# Fractional-spin error of local, exact and hybrid exchange

## Statement

Formulas are in Hartree atomic units ($E_h = 27.211$ eV, $a_0 = 0.5292$ Å). One electron occupies a real, nodeless, normalised orbital $\phi$ with density $n=\phi^2$. The density is shared between the two spin channels with a polarisation $p$ that does not depend on position:

$$n_\sigma=f_\sigma n,\qquad f_\uparrow=\tfrac12(1+p),\qquad f_\downarrow=\tfrac12(1-p),\qquad -1\le p\le 1. \tag{1}$$

Let $U[n]=\tfrac12\iint n(\mathbf r)n(\mathbf r')/|\mathbf r-\mathbf r'|\,d^3r\,d^3r'$ be the Hartree energy, and let $E_x^{\rm LDA}[n]=-A_x\int n^{4/3}d^3r$, with $A_x=\tfrac34(3/\pi)^{1/3}=0.7386$, be the local exchange energy of the unpolarised density. The exact exchange-correlation energy is $-U[n]$ for every $p$. Local spin-density (LSD) exchange and Fock (HF, "exact") exchange give instead

$$E_x^{\rm LSD}(p)=E_x^{\rm LDA}[n]\,\frac{(1+p)^{4/3}+(1-p)^{4/3}}{2}, \tag{2}$$

$$E_x^{\rm HF}(p)=-U[n]\,\frac{1+p^2}{2}. \tag{3}$$

The fractional-spin error is the departure from constancy, counted from the integer-spin end at fixed $n$:

$$\Delta(p)=E(p)-E(1). \tag{4}$$

It is positive for $|p|<1$ and largest at $p=0$ for both (2) and (3). For the global hybrid $E_x^{a}=aE_x^{\rm HF}+(1-a)E_x^{\rm LSD}$ it is linear in the mixing fraction,

$$\Delta_a(p)=a\,\Delta^{\rm HF}(p)+(1-a)\,\Delta^{\rm LSD}(p). \tag{5}$$

For the 1s density of a hydrogenic ion of nuclear charge $Z$,

$$\Delta^{\rm LSD}(0)=(1-2^{-1/3})(0.2680\,Z)=0.0553\,Z,\qquad \Delta^{\rm HF}(0)=\tfrac{5}{32}Z=0.15625\,Z,$$

$$\Delta_a(0)=(0.0553+0.1010\,a)\,Z. \tag{6}$$

A second quantity must be kept apart from $\Delta$. It is the self-interaction error at integer spin, $S=U+E_x(1)$, which vanishes for Fock exchange and not for LSD. The departure from the exact energy at polarisation $p$ is $S+\Delta(p)$.

| $a$ | $\Delta_a(0)/ZE_h$ | $\Delta_a(0)/Z$ (eV) | $S_a/ZE_h$ | $[S_a+\Delta_a(0)]/ZE_h$ |
|---|---|---|---|---|
| 0 | 0.0553 | 1.505 | 0.0445 | 0.0998 |
| 1/4 | 0.0805 | 2.191 | 0.0333 | 0.1139 |
| 1 | 0.15625 | 4.252 | 0 | 0.15625 |

Raising $a$ removes $S$ and increases $\Delta$. These are exchange-only values at a frozen density. Orbital relaxation and local correlation are sized below.

## Premises

1. The Hamiltonian is non-relativistic and independent of spin: no spin-orbit coupling, no magnetic field.
2. Spin is collinear, and the state with polarisation $p$ is the ensemble $\hat\Gamma=f_\uparrow|\phi\uparrow\rangle\langle\phi\uparrow|+f_\downarrow|\phi\downarrow\rangle\langle\phi\downarrow|$.
3. The energy is partitioned as $E=T_s+\int vn\,d^3r+U+E_{xc}$, with $T_s=\sum_\sigma f_\sigma\langle\phi|-\tfrac12\nabla^2|\phi\rangle$.
4. Approximate functionals are evaluated on ensemble averages: LSD on $n_\sigma$, Fock exchange on the density matrix $\gamma_\sigma(\mathbf r,\mathbf r')=f_\sigma\phi(\mathbf r)\phi(\mathbf r')$.
5. The orbital $\phi$ is the same for all $p$ and all $a$.

Premise 4 is a convention with content. The weighted average of the two pure-state Fock energies is $-U$ for any $p$ and shows no error. Step 8 shows that premise 4 describes what a spin-restricted calculation of a stretched singlet pair actually evaluates.

## Proof

### Step 1. The exact energy does not depend on $p$

A nodeless $\phi$ is the ground state of $\hat h=-\tfrac12\nabla^2+v$ with $v=E_0+\nabla^2\phi/2\phi$. By premise 1 the states $|\phi\uparrow\rangle$ and $|\phi\downarrow\rangle$ are degenerate at $E_0$. The exact spin-density functional is defined as the minimum of ${\rm Tr}\,\hat\Gamma'\hat h$ over all one-electron ensembles $\hat\Gamma'$ that yield the given $n_\uparrow,n_\downarrow$. No ensemble lies below $E_0$, because ${\rm Tr}\,\hat\Gamma'\hat h$ is a weighted mean of expectation values of $\hat h$. The ensemble of premise 2 yields the densities (1) and has energy $(f_\uparrow+f_\downarrow)E_0=E_0$. The minimum is therefore $E_0$ for every $p$. This is the constancy condition formulated by Cohen, Mori-Sánchez and Yang (2008).

In the partition of premise 3, $T_s+\int vn\,d^3r=\langle\phi|\hat h|\phi\rangle=E_0$ because $f_\uparrow+f_\downarrow=1$. What remains must vanish:

$$E_{xc}^{\rm exact}(p)=-U[n]. \tag{7}$$

Since $T_s$, $\int vn\,d^3r$ and $U$ do not depend on $p$, the error (4) of an approximate functional is $E_{xc}(p)-E_{xc}(1)$.

### Step 2. Spin scaling

With collinear spin the Fock energy has no term that couples the channels:

$$E_x=\sum_\sigma G[\gamma_\sigma],\qquad G[\gamma]=-\frac12\iint\frac{|\gamma(\mathbf r,\mathbf r')|^2}{|\mathbf r-\mathbf r'|}\,d^3r\,d^3r'. \tag{8}$$

Regard $G$ as a functional of the channel density. An unpolarised system of total density $\rho$ has $\rho/2$ in each channel, so $E_x[\rho]=2G[\rho/2]$. Setting $\rho=2n_\sigma$ gives $G[n_\sigma]=\tfrac12E_x[2n_\sigma]$, and

$$E_x[n_\uparrow,n_\downarrow]=\tfrac12E_x[2n_\uparrow]+\tfrac12E_x[2n_\downarrow], \tag{9}$$

the spin-scaling relation of Oliver and Perdew (1979). Local and gradient-corrected exchange functionals are extended to spin by this relation.

### Step 3. A lemma on homogeneity

Suppose that the channel functional is negative and obeys $G[fn]=f^kG[n]$ for $0\le f\le1$, with $k>0$. Then $E_x(1)=G[n]$ and

$$E_x(p)=E_x(1)\,(f_\uparrow^k+f_\downarrow^k),\qquad \Delta(0)=|E_x(1)|\,(1-2^{1-k}). \tag{10}$$

For $k>1$ and $0<f<1$ one has $f^k<f$, so $f_\uparrow^k+f_\downarrow^k<1$ and $\Delta(p)>0$. The derivative of $f_\uparrow^k+f_\downarrow^k$ with respect to $p$ is $\tfrac k2(f_\uparrow^{k-1}-f_\downarrow^{k-1})$, which has the sign of $p$, so $\Delta$ is largest at $p=0$. For $k=1$ the error vanishes identically, as (7) demands, and for $k<1$ it is negative.

### Step 4. Local exchange, $k=4/3$

A uniform channel of density $n_\sigma$ fills plane waves up to $k_\sigma=(6\pi^2n_\sigma)^{1/3}$. At separation $u$ its density matrix is

$$\gamma_\sigma(u)=\frac{1}{2\pi^2u}\int_0^{k_\sigma}q\sin(qu)\,dq=3n_\sigma\frac{j_1(k_\sigma u)}{k_\sigma u}.$$

Inserting this in (8) and putting $x=k_\sigma u$ gives the energy per volume

$$e_{x\sigma}=-\frac12\int_0^\infty 4\pi u\,\gamma_\sigma^2\,du=-\frac{18\pi n_\sigma^2}{k_\sigma^2}\int_0^\infty\frac{j_1^2(x)}{x}\,dx .$$

From $j_0'=-j_1$ and $j_1'=j_0-2j_1/x$ it follows that $\frac{d}{dx}\left[-\tfrac14(j_0^2+j_1^2)\right]=j_1^2/x$. With $j_0(0)=1$, $j_1(0)=0$ and both functions vanishing at infinity, the integral equals $\tfrac14$. Hence

$$e_{x\sigma}=-\frac{9\pi}{2}\,(6\pi^2)^{-2/3}n_\sigma^{4/3}=-\frac34\left(\frac6\pi\right)^{1/3}n_\sigma^{4/3}.$$

The local approximation uses this energy density at each point, $G^{\rm LSD}[n_\sigma]=-2^{1/3}A_x\int n_\sigma^{4/3}d^3r$. For $n_\sigma=n/2$ the two channels add to $2\cdot2^{1/3}\cdot2^{-4/3}=1$ times $-A_x\int n^{4/3}d^3r$, which is Dirac's expression $E_x^{\rm LDA}[n]$. For the densities (1), $2n_\sigma=(1\pm p)n$ and $E_x^{\rm LDA}[(1\pm p)n]=(1\pm p)^{4/3}E_x^{\rm LDA}[n]$, because the factor is constant in space. Equation (9) then gives (2). At the ends, $E_x^{\rm LSD}(0)=E_x^{\rm LDA}[n]$ and $E_x^{\rm LSD}(1)=2^{1/3}E_x^{\rm LDA}[n]$, so

$$\Delta^{\rm LSD}(0)=(1-2^{-1/3})\,|E_x^{\rm LSD}(1)|=0.2063\,|E_x^{\rm LSD}(1)| .$$

### Step 5. Fock exchange, $k=2$

By premise 4, $|\gamma_\sigma(\mathbf r,\mathbf r')|^2=f_\sigma^2\,n(\mathbf r)n(\mathbf r')$, and (8) gives $G=-f_\sigma^2U[n]$. The sum of squares is $\tfrac14[(1+p)^2+(1-p)^2]=\tfrac12(1+p^2)$, which proves (3). At $|p|=1$ the exchange cancels $U$, so $S=0$. In between,

$$\Delta^{\rm HF}(p)=\tfrac12U(1-p^2)=Jf_\uparrow f_\downarrow,\qquad J=2U. \tag{11}$$

$J$ is the Coulomb repulsion of two electrons in $\phi$, and $f_\uparrow f_\downarrow$ is the probability of double occupation if the two channels were filled independently. In the ensemble they are never filled together. The error is the price of this false double occupation, and by (7) the exact correlation energy, defined relative to (3), is $-Jf_\uparrow f_\downarrow$. This is static correlation: it is of first order in the interaction and comparable to exchange in size.

The exponents differ because the exchange holes respond differently. When $f_\sigma$ falls, the Fock hole keeps the shape of $n$ and holds only $f_\sigma$ electrons, so each of the two factors of $\gamma_\sigma$ costs one power of $f_\sigma$. The uniform-gas hole always holds one electron and merely widens as $n_\sigma^{-1/3}$, which costs the power $\tfrac13$ beyond the linear one.

### Step 6. The hybrid

At fixed $\phi$, $E_x^a(p)$ is a linear combination with coefficients independent of $p$. Subtracting its value at $p=1$ gives (5), and likewise $S_a=(1-a)S^{\rm LSD}$. Both terms of (5) are positive for $0\le a\le1$ and $|p|<1$, so no mixing in this interval satisfies constancy. Near $p=0$ the binomial series turns (2) into $E_x^{\rm LDA}[n]\,(1+\tfrac29p^2+\tfrac{5}{243}p^4+\dots)$, and

$$\left.\frac{d^2E}{dp^2}\right|_{p=0}=-aU-(1-a)\,\tfrac49\,|E_x^{\rm LDA}[n]|<0 .$$

The unpolarised state is a maximum in $p$. A calculation that is free to polarise a fragment lowers its energy by doing so, which is the origin of spin-symmetry breaking at dissociation.

### Step 7. Hydrogenic integrals

Take $n=(Z^3/\pi)e^{-2Zr}$ and use $\int_0^\infty r^me^{-\beta r}dr=m!/\beta^{m+1}$. For local exchange,

$$\int n^{4/3}d^3r=\frac{Z^4}{\pi^{4/3}}\,4\pi\,\frac{2}{(8Z/3)^3}=\frac{27}{64}\frac{Z}{\pi^{1/3}},$$

$$E_x^{\rm LDA}[n]=-\frac{81}{256}\frac{3^{1/3}}{\pi^{2/3}}Z=-0.2127\,Z,\qquad E_x^{\rm LSD}(1)=-0.2680\,Z .$$

The electrostatic potential of $n$ is $v_H=1/r-e^{-2Zr}(Z+1/r)$. It satisfies $\nabla^2v_H=-4\pi n$, is finite at the origin and tends to $1/r$. With $\langle1/r\rangle=Z$,

$$U=\frac12\left[Z-4Z^3\!\int_0^\infty\!(Zr^2+r)e^{-4Zr}dr\right]=\frac12\left[Z-\frac Z8-\frac Z4\right]=\frac{5Z}{16}.$$

Thus $\Delta^{\rm LSD}(0)=0.0553\,Z$, $\Delta^{\rm HF}(0)=U/2=5Z/32$ and $S^{\rm LSD}=(0.3125-0.2680)Z=0.0445\,Z$. The difference of the two errors is the slope $0.1010\,Z$ in (6), and their ratio is 2.83. The total departure at $p=0$ is $(0.0998+0.0565\,a)Z$, so it also grows with $a$. The error (6) would vanish only at the negative mixing $a=-0.548$.

### Step 8. Where fractional spins occur

Let two equal one-electron centres with orbitals $\phi_A,\phi_B$ lie a distance $R$ apart, and neglect their overlap. The exact singlet has $n_\uparrow=n_\downarrow$ everywhere, and its energy tends to $2E_0$ for neutral centres. A restricted calculation puts both spins in $g=(\phi_A+\phi_B)/\sqrt2$, so each centre holds half an electron of each spin, which is $p=0$. The total density, and with it the kinetic, external and Hartree energies, equals that of the broken-symmetry state with one whole spin on each centre. Local exchange is additive over non-overlapping densities, so the restricted state lies $2\Delta^{\rm LSD}(0)$ above the broken-symmetry one. For Fock exchange $g^2=\tfrac12(\phi_A^2+\phi_B^2)$, and (8) gives $E_x=-\tfrac14(2J+2J_{AB})=-U-\tfrac12J_{AB}$, where $J_{AB}\to1/R$ is the repulsion between the two densities. The broken-symmetry value is $-2U$. For the hybrid the gap is therefore

$$E_{\rm restricted}-E_{\rm broken}=2\Delta_a(0)-\frac{a}{2R}. \tag{12}$$

The limit $R\to\infty$ justifies premise 4, and it is approached only as $1/R$.

## Range of validity

**Form of the density.** Equations (2), (3) and (5) are exact for any one-electron density under the premises. Only the coefficients in (6) are specific to the 1s orbital. With more electrons the polarisation varies in space and the factor in (2) cannot leave the integral.

**Direction of the spin.** For a general spin density matrix $\rho=\tfrac12(1+\mathbf P\cdot\boldsymbol\sigma)$ the Fock energy is $-U\,{\rm Tr}\rho^2=-\tfrac12U(1+|\mathbf P|^2)$. The variable $p$ is thus the length of the polarisation vector. A pure state with a tilted spin has $|\mathbf P|=1$ and no fractional-spin error in a non-collinear treatment.

**Orbital relaxation.** Let the orbital be $e^{-\zeta r}$ with free exponent. The kinetic energy is $\zeta^2/2$, the attraction is $-Z\zeta$, and $U+E_x=c\,\zeta$, where $c(p,a)$ is the coefficient $[S_a+\Delta_a(p)]/Z$ found above. The minimum lies at $\zeta=Z-c$ with $E=-\tfrac12(Z-c)^2$. Writing $c_0$ and $c_1$ for $p=0$ and $p=1$,

$$\Delta^{\rm rel}(0)=Z(c_0-c_1)-\tfrac12(c_0^2-c_1^2). \tag{13}$$

The correction does not depend on $Z$ and is quadratic in $a$, so linearity in the mixing holds only at fixed density. Its size is $0.0040$, $0.0059$ and $25/2048=0.0122\,E_h$ for $a=0$, $\tfrac14$ and 1. At $Z=1$ this is 7 per cent of $\Delta$ for LSD and 8 per cent for Fock exchange. For $a=1$ the $p=1$ energy is exact and the $p=0$ energy is variational, so (13) bounds the self-consistent error from above: $\Delta\le0.1440\,E_h$ at $Z=1$. For $a<1$ it is an estimate.

**Correlation.** Functionals in use add a correlation term, and at $Z=1$ it rivals the LSD exchange error. As a given input take Chachiyo's (2016) approximate interpolation of the uniform-gas correlation energy per electron, $\varepsilon_c=A\ln(1+b/r_s+b/r_s^2)$ with $r_s=(3/4\pi n)^{1/3}$. The parameters are $A_0=(\ln2-1)/2\pi^2=-0.0155$, $b_0=20.4563$ at $p=0$, and $A_1=A_0/2$, $b_1=27.4204$ at $p=1$. For $Z=1$, $r_s=0.909\,e^{2r/3}$, and numerical integration of $4r^2e^{-2r}\varepsilon_c$ gives $E_c(0)=-0.040\,E_h$ and $E_c(1)=-0.022\,E_h$. The contribution to the error is $\Delta_c(0)=-0.018\,E_h$. It cancels 33 per cent of $\Delta^{\rm LSD}(0)$ and leaves $0.037\,E_h$. A hybrid that keeps full local correlation receives the same shift at every $a$, so the slope in (6) is unchanged. For large $Z$, $r_s\propto1/Z$ gives $\Delta_c\simeq A_0\ln Z$, which falls behind the exchange terms linear in $Z$.

**Gradient corrections.** A generalised-gradient functional obeys (9) but is not homogeneous, because the reduced gradient of $fn$ is $f^{-1/3}$ times that of $n$. The leading gradient term, a negative multiple of $\int|\nabla n|^2n^{-4/3}d^3r$, has $k=\tfrac23$ and by (10) lowers $\Delta(0)$. Equation (5) holds with the semilocal error in place of $\Delta^{\rm LSD}$, but the coefficients in (6) change.

## Illustration: hydrogenic P donor in silicon

**Model.** In the single-valley, isotropic effective-mass model the donor electron has mass $m^*m_e$, and both its attraction to the ionised P core and its repulsion from other donor electrons are reduced by the dielectric constant $\epsilon$. Measuring lengths in $a^*=(\epsilon/m^*)a_0$ and energies in $E_h^*=2{\rm Ry}^*=(m^*/\epsilon^2)E_h=e^2/4\pi\epsilon_0\epsilon a^*$ turns the envelope Hamiltonian into that of hydrogen. Every result above then holds with $Z=1$ and $E_h\to E_h^*$, for functionals applied to the envelope density. This includes the correlation term, since the uniform gas of such carriers scales in the same way.

**Inputs.** The static dielectric constant is $\epsilon=11.7$ (300 K, compiled value, Ioffe Institute), used unchanged at the low temperatures where donors are neutral. The effective Rydberg is set to ${\rm Ry}^*=45$ meV, an input chosen to reproduce the typical binding energy of P in Si. Then $E_h^*=90$ meV. With $e^2/4\pi\epsilon_0=14.40$ eV Å, the radius is $a^*=14.40/(11.7\times0.090)$ Å $=1.37$ nm, and the implied mass is $m^*=0.45$. The Hartree self-energy is $U=\tfrac5{16}E_h^*=28.1$ meV.

| $a$ | $\Delta_a(0)$ | $\Delta_a(\tfrac12)$ | $S_a$ | $S_a+\Delta_a(0)$ | $\Delta^{\rm rel}(0)$ | $\Delta_a(0)+\Delta_c(0)$ | $\Delta_a(0)/k_B$ |
|---|---|---|---|---|---|---|---|
| 0 | 5.0 | 3.9 | 4.0 | 9.0 | 4.6 | 3.4 | 58 K |
| 1/4 | 7.2 | 5.6 | 3.0 | 10.2 | 6.7 | 5.6 | 84 K |
| 1 | 14.1 | 10.5 | 0 | 14.1 | 13.0 | 12.4 | 163 K |

Energies are in meV per donor, and $\Delta_c(0)=-1.6$ meV. The relaxed column contains exchange only, and the column with correlation refers to the frozen density.

**A donor pair.** For two donors at $R=10$ nm, or $7.3\,a^*$, the screened form of the last term in (12) is $e^2/8\pi\epsilon_0\epsilon R=6.2$ meV at $a=1$. The restricted Fock state then lies about 22 meV above the broken-symmetry state, against 28 meV at infinite distance. The neglected overlap is $e^{-w}(1+w+w^2/3)=0.017$ with $w=R/a^*$, so terms of order $0.017\,E_h^*=1.6$ meV are missing from this figure.

**Valleys.** The P ground state is a symmetric combination of the six conduction valleys. An envelope LSD that treats the valleys as six separate species, each with $n/6$, multiplies all local exchange energies by $6\cdot6^{-4/3}=6^{-1/3}=0.55$, by the lemma of Step 3. The table treats the orbital as one species.

**Envelope functional against atomistic functional.** The table does not describe a supercell calculation with all valence electrons, where both exchange terms change character. Freeze all orbitals and let the host orbitals be independent of spin. Fock exchange between donor and host is linear in $f_\sigma$ and drops out of $\Delta$. The donor's self-exchange carries the bare interaction, so its contribution is $a\epsilon$ times 14.1 meV, or 41 meV at $a=\tfrac14$, and it matches the $a=1$ row of the table at $a=1/\epsilon=0.085$. Local exchange sees the donor spin on top of the valence density $n_v$. Expanding the energy density of Step 4 to second order in the magnetisation $m=p\phi^2$ gives $-\tfrac29A_x\,m^2n_v^{-2/3}$ times $e^2/4\pi\epsilon_0$. With $\int\phi^4d^3r=1/8\pi a^{*3}$ and a uniform $n_v=32/(5.43\ \text{Å})^3=0.20$ Å$^{-3}$, from the approximate lattice constant, this amounts to about 0.1 meV. Both figures are orders of magnitude only, since Bloch factors and relaxation are omitted.

**Weight of the numbers.** All exchange entries scale as $1/\epsilon a^*$. If the approximate conductivity mass $m^*=0.26$ is used in place of the fitted Rydberg, then ${\rm Ry}^*=25.8$ meV and $a^*=2.38$ nm. That model underbinds the donor by roughly 40 per cent relative to the typical value, because it lacks the mass anisotropy and the central-cell attraction, and it gives $\Delta^{\rm LSD}(0)=2.9$ meV and $\Delta^{\rm HF}(0)=8.1$ meV. A single exponential fitted to the binding energy does not fix the shape of the real orbital either, so the spread between the two sets of inputs indicates how far the absolute values can be trusted. The ratios do not depend on the inputs. For the model with ${\rm Ry}^*=45$ meV, the exchange-only fractional-spin error at $p=0$ is 5.0 meV for LSD, 7.2 meV for $a=\tfrac14$ and 14.1 meV for Fock exchange, which is 11, 16 and 31 per cent of the model's binding energy.